**Ir 5d magnetic form-factor integrals: predicting a gap in the curve**

The table holds j0, j2 and j4 of the 5d shell of neutral Ir (5d8 6s1) against sin θ/λ, from a radial Dirac-Fock average-of-configuration calculation, with four rows between 0.50 and 0.94 Å⁻¹ withheld from the fits. The program tests the moment series at low angle, a two-node d state of a two-parameter screened potential (A), a nodeless two-parameter density (B), and linear-programming limits from any non-negative density. The series matches within 0.0004 at 0.090 Å⁻¹ and fails by 0.210 Å⁻¹. Model A predicts nine of the twelve withheld values within its error bar; the three misses are in j0, too high by 0.0021 to 0.0036. Model B has rms errors of 0.0054 to 0.0152 on the withheld rows and the wrong sign of j0 at 0.76 and 0.94 Å⁻¹.

Radial integrals j0, j2 and j4 of the spherical Bessel functions over the open 5d shell (magnetic form factor) of the Ir atom, [Xe] 4f14 5d8 6s1, against sin θ/λ. Calculated with Radial Dirac-Fock and Kohn-Sham solver 2 by the Dirac-Fock method for the average of configuration, with a finite nucleus of rms radius 5.4032 fm.

## Numerical check

```python
# Table: <j0>, <j2>, <j4> of the Ir 5d shell (5d8 6s1) against sin(theta)/lambda; radial Dirac-Fock solver,
# average of configuration. Tested: moment series; A = two-node d state in a screened potential;
# B = nodeless density; limits from any non-negative density. Fits use the known rows only.
T = {
    'sin_theta_over_lambda': [0.0, 0.09, 0.11, 0.14, 0.17, 0.21, 0.26, 0.33, 0.4, 0.5, 0.62, 0.76, 0.94, 1.16, 1.44, 1.78],  # Å⁻¹
    'j0': [1.0, 0.8062, 0.7272, 0.6017, 0.4781, 0.3297, 0.1828, 0.0517, -0.0109, -0.0309, -0.0135, 0.0096, 0.0197, 0.0133, 0.0025, -0.0013],
    'j2': [0.0, 0.0732, 0.1003, 0.1394, 0.1722, 0.2015, 0.2141, 0.1963, 0.1562, 0.0925, 0.0348, 0.0018, -0.0057, 0.0022, 0.0089, 0.0072],
    'j4': [0.0, 0.0031, 0.0061, 0.0134, 0.0236, 0.0403, 0.0627, 0.089, 0.104, 0.105, 0.0854, 0.0536, 0.0207, 0.0016, -0.0013, 0.0032],
}
HELD = [9, 10, 11, 12]  # rows withheld from the fit
import numpy as np
from scipy.constants import physical_constants as pc
from scipy.special import spherical_jn
from scipy.linalg import eigh_tridiagonal
from scipy.optimize import least_squares, linprog
s = np.array(T['sin_theta_over_lambda'], float); Z = 77; nm = ['j0', 'j2', 'j4']
Y = np.array([T[k] for k in nm], float); q = 4*np.pi*s*pc['Bohr radius'][0]*1e10
M = {2: 3.6954, 4: 28.289, 6: 421.39}  # <r^n> in bohr^n, further results of the same run
H = list(HELD); K = [i for i in range(len(s)) if i not in H and s[i] > 0]
x = np.linspace(np.log(0.005), np.log(30), 1200); h = x[1]-x[0]; r = np.exp(x)
B = np.array([[spherical_jn(L, qi*r) for qi in q] for L in (0, 2, 4)])
def psi(p):
    V = -((Z-1)/(p[1]*np.expm1(r/p[0])+1)+1)/r
    return eigh_tridiagonal((1/h**2+3.125)/r**2+V, -0.5/h**2/(r[1:]*r[:-1]), select='i', select_range=(2, 2))[1][:, 0]
wA = lambda p: psi(p)**2
def wB(p):
    w = np.exp((2*p[0]+1)*x-2*p[1]*r); return w/w.sum()
res = lambda p, f: (B[:, K]@f(p)-Y[:, K]).ravel()
p0 = min(([d, d*a] for d in np.arange(0.4, 1.05, 0.1) for a in np.arange(4, 8.1, 0.5)), key=lambda p: (res(p, wA)**2).sum())
pA = least_squares(res, p0, args=(wA,), diff_step=1e-3, bounds=([0.25, 1], [1.5, 14])).x
pB = least_squares(res, [2, 1.4], args=(wB,), bounds=([0.3, 0.3], [8, 6])).x
w = wA(pA); A = B@w; Bm = B@wB(pB)
ser = np.array([1-q**2*M[2]/6+q**4*M[4]/120-q**6*M[6]/5040, q**2*M[2]/15-q**4*M[4]/210+q**6*M[6]/7560, q**4*M[4]/945-q**6*M[6]/20790])
print('s in 1/Angstrom; rounding of the table 0.00005 (0.0005 for j4 from 0.1 up)')
print('q at known s (1/bohr):', ' '.join('%.2f' % q[i] for i in K))
for i in (1, 3, 5): print('moment series minus table, s=%.3f: j0 %+.4f j2 %+.4f j4 %+.4f' % (s[i], *(ser-Y)[:, i]))
print('first zero of j0, linear between rows: s=%.3f' % (s[7]+(s[8]-s[7])*Y[0, 7]/(Y[0, 7]-Y[0, 8])))
print('A: d=%.3f bohr H=%.3f | B: n=%.2f zeta=%.2f 1/bohr' % (*pA, *pB))
print('moments r2 r4 r6, model/run: A %.3f %.3f %.3f | B %.3f %.3f %.3f' % tuple((u*r**n).sum()/M[n] for u in (w, wB(pB)) for n in M))
ps = psi(pA); nd = [r[i] for i in np.where(ps[1:]*ps[:-1] < 0)[0] if 0.03 < r[i] < 5]; out = r > max(nd)
print('A: nodes (bohr)', ' '.join('%.2f' % v for v in nd), '| weight of inner lobes %.2f' % w[~out].sum())
print('known rows, model minus table:  A j0 j2 j4 | B j0 j2 j4')
for i in K: print('s=%.3f  %+.4f %+.4f %+.4f | %+.4f %+.4f %+.4f' % (s[i], *(A-Y)[:, i], *(Bm-Y)[:, i]))
rms = lambda D, I: np.sqrt((D[:, I]**2).mean(1))
print('rms known: A %.4f %.4f %.4f | B %.4f %.4f %.4f' % (*rms(A-Y, K), *rms(Bm-Y, K)))
bar = 2*np.abs((A-Y)[:, [i for i in K if s[i] >= 0.26]]).max(1)
g = np.where(r < 14)[0][::3]
G = np.vstack([B[:, K][:, :, g].reshape(-1, len(g))]+[r[g]**n/M[n] for n in M])
y = np.r_[Y[:, K].ravel(), 1, 1, 1]; tj = np.full((3, len(K)), 5e-5); tj[2, Y[2, K] >= 0.1] = 5e-4
tol = np.r_[tj.ravel(), 1e-4, 1e-4, 1e-4]
lp = lambda c, f: linprog(c, A_ub=np.vstack([G, -G]), b_ub=np.r_[y+f*tol, -y+f*tol], A_eq=np.ones((1, len(g))), b_eq=[1], method='highs')
f = next((t for t in (1, 2, 4, 8, 16) if lp(r[g], t).status == 0), 32)
print('limits: any non-negative density matching known rows and moments within %d x rounding' % f)
F = [[(-.045, -.02), (-.035, -.005), (-.01, .02), (.01, .03)], [(.08, .105), (.025, .055), (-.005, .02), (-.012, .005)],
     [(.095, .112), (.07, .095), (.04, .065), (.01, .03)]]  # forecast ranges stated beforehand
print('withheld: A +- bar | limits | forecast range | B | computed | A minus computed')
nA = nF = 0
for L in range(3):
    for k, i in enumerate(H):
        lo, hi = lp(B[L, i, g], f), lp(-B[L, i, g], f)
        lim = '%+.4f to %+.4f' % (lo.fun, -hi.fun) if lo.status == 0 and hi.status == 0 else 'unsolved'
        a = abs(A[L, i]-Y[L, i]) <= bar[L]; b = F[L][k][0] <= Y[L, i] <= F[L][k][1]; nA += a; nF += b
        print('%s s=%.2f %+.4f+-%.4f | %s | %+.3f to %+.3f %s | %+.4f | %+.4f | %+.4f %s' % (nm[L], s[i], A[L, i], bar[L], lim,
              *F[L][k], 'hit' if b else 'miss', Bm[L, i], Y[L, i], A[L, i]-Y[L, i], 'inside bar' if a else 'outside bar'))
print('of 12 values: %d inside the bar of A, %d inside the forecast range' % (nA, nF))
print('rms withheld: A %.4f %.4f %.4f | B %.4f %.4f %.4f' % (*rms(A-Y, H), *rms(Bm-Y, H)))
for L in (0, 1): print('A %s outer/inner lobes:' % nm[L], ' '.join('s=%.2f %+.3f/%+.3f' % (s[i], B[L, i, out]@w[out], B[L, i, ~out]@w[~out]) for i in H+[13]))
print('all rows: lowest j0 %+.4f at s=%.2f; lowest j2 %+.4f at s=%.2f; highest j4 %.4f at s=%.2f' % (
      Y[0].min(), s[Y[0].argmin()], Y[1, 1:].min(), s[1+Y[1, 1:].argmin()], Y[2].max(), s[Y[2].argmax()]))
assert np.abs((ser-Y)[:, 1]).max() < 0.002
assert Y[0, 7] > 0 > Y[0, 8] and Y[0, 13] > 0 > Y[0, 15]
assert Y[1, 13] < Y[1, 14] and Y[2, 8] > Y[2, 7] and Y[2, 14] < 0
```

Running it gives:

```
s in 1/Angstrom; rounding of the table 0.00005 (0.0005 for j4 from 0.1 up)
q at known s (1/bohr): 0.60 0.73 0.93 1.13 1.40 1.73 2.19 2.66 7.71 9.58 11.84
moment series minus table, s=0.090: j0 -0.0004 j2 +0.0003 j4 -0.0002
moment series minus table, s=0.140: j0 -0.0129 j2 +0.0092 j4 -0.0041
moment series minus table, s=0.210: j0 -0.2543 j2 +0.1800 j4 -0.0768
first zero of j0, linear between rows: s=0.388
A: d=0.699 bohr H=4.211 | B: n=2.33 zeta=1.64 1/bohr
moments r2 r4 r6, model/run: A 1.006 1.036 1.107 | B 0.949 0.765 0.492
A: nodes (bohr) 0.21 0.61 | weight of inner lobes 0.04
known rows, model minus table:  A j0 j2 j4 | B j0 j2 j4
s=0.090  -0.0005 +0.0001 +0.0000 | +0.0059 -0.0015 -0.0006
s=0.110  -0.0005 +0.0000 +0.0001 | +0.0061 -0.0010 -0.0009
s=0.140  -0.0002 -0.0002 +0.0001 | +0.0044 +0.0008 -0.0014
s=0.170  +0.0001 -0.0004 +0.0001 | +0.0009 +0.0031 -0.0015
s=0.210  +0.0004 -0.0004 -0.0000 | -0.0037 +0.0051 -0.0004
s=0.260  +0.0004 -0.0002 -0.0002 | -0.0055 +0.0038 +0.0021
s=0.330  +0.0000 +0.0001 -0.0002 | +0.0003 -0.0027 +0.0048
s=0.400  +0.0002 -0.0001 +0.0000 | +0.0082 -0.0075 +0.0032
s=1.160  -0.0002 +0.0018 -0.0009 | -0.0142 -0.0009 +0.0104
s=1.440  -0.0009 +0.0015 +0.0004 | -0.0027 -0.0087 +0.0061
s=1.780  -0.0001 +0.0002 +0.0012 | +0.0013 -0.0072 -0.0014
rms known: A 0.0004 0.0007 0.0005 | B 0.0061 0.0047 0.0042
limits: any non-negative density matching known rows and moments within 1 x rounding
withheld: A +- bar | limits | forecast range | B | computed | A minus computed
j0 s=0.50 -0.0295+-0.0019 | -0.0499 to -0.0122 | -0.045 to -0.020 hit | -0.0213 | -0.0309 | +0.0014 inside bar
j0 s=0.62 -0.0105+-0.0019 | -0.0523 to +0.0163 | -0.035 to -0.005 hit | -0.0162 | -0.0135 | +0.0030 outside bar
j0 s=0.76 +0.0132+-0.0019 | -0.0154 to +0.0371 | -0.010 to +0.020 hit | -0.0082 | +0.0096 | +0.0036 outside bar
j0 s=0.94 +0.0218+-0.0019 | +0.0048 to +0.0317 | +0.010 to +0.030 hit | -0.0030 | +0.0197 | +0.0021 outside bar
j2 s=0.50 +0.0915+-0.0037 | +0.0774 to +0.1080 | +0.080 to +0.105 hit | +0.0882 | +0.0925 | -0.0010 inside bar
j2 s=0.62 +0.0331+-0.0037 | +0.0144 to +0.0549 | +0.025 to +0.055 hit | +0.0421 | +0.0348 | -0.0017 inside bar
j2 s=0.76 +0.0006+-0.0037 | -0.0378 to +0.0336 | -0.005 to +0.020 hit | +0.0169 | +0.0018 | -0.0012 inside bar
j2 s=0.94 -0.0052+-0.0037 | -0.0179 to +0.0062 | -0.012 to +0.005 hit | +0.0052 | -0.0057 | +0.0005 inside bar
j4 s=0.50 +0.1054+-0.0023 | +0.0958 to +0.1135 | +0.095 to +0.112 hit | +0.1017 | +0.1050 | +0.0004 inside bar
j4 s=0.62 +0.0855+-0.0023 | +0.0737 to +0.0964 | +0.070 to +0.095 hit | +0.0776 | +0.0854 | +0.0001 inside bar
j4 s=0.76 +0.0529+-0.0023 | +0.0265 to +0.0876 | +0.040 to +0.065 hit | +0.0496 | +0.0536 | -0.0007 inside bar
j4 s=0.94 +0.0193+-0.0023 | -0.0032 to +0.0425 | +0.010 to +0.030 hit | +0.0261 | +0.0207 | -0.0014 inside bar
of 12 values: 9 inside the bar of A, 12 inside the forecast range
rms withheld: A 0.0027 0.0012 0.0008 | B 0.0152 0.0102 0.0054
A j0 outer/inner lobes: s=0.50 -0.059/+0.030 s=0.62 -0.036/+0.026 s=0.76 -0.007/+0.021 s=0.94 +0.007/+0.014 s=1.16 +0.006/+0.008
A j2 outer/inner lobes: s=0.50 +0.088/+0.003 s=0.62 +0.028/+0.005 s=0.76 -0.006/+0.006 s=0.94 -0.013/+0.008 s=1.16 -0.005/+0.009
all rows: lowest j0 -0.0309 at s=0.50; lowest j2 -0.0057 at s=0.94; highest j4 0.1050 at s=0.50
```
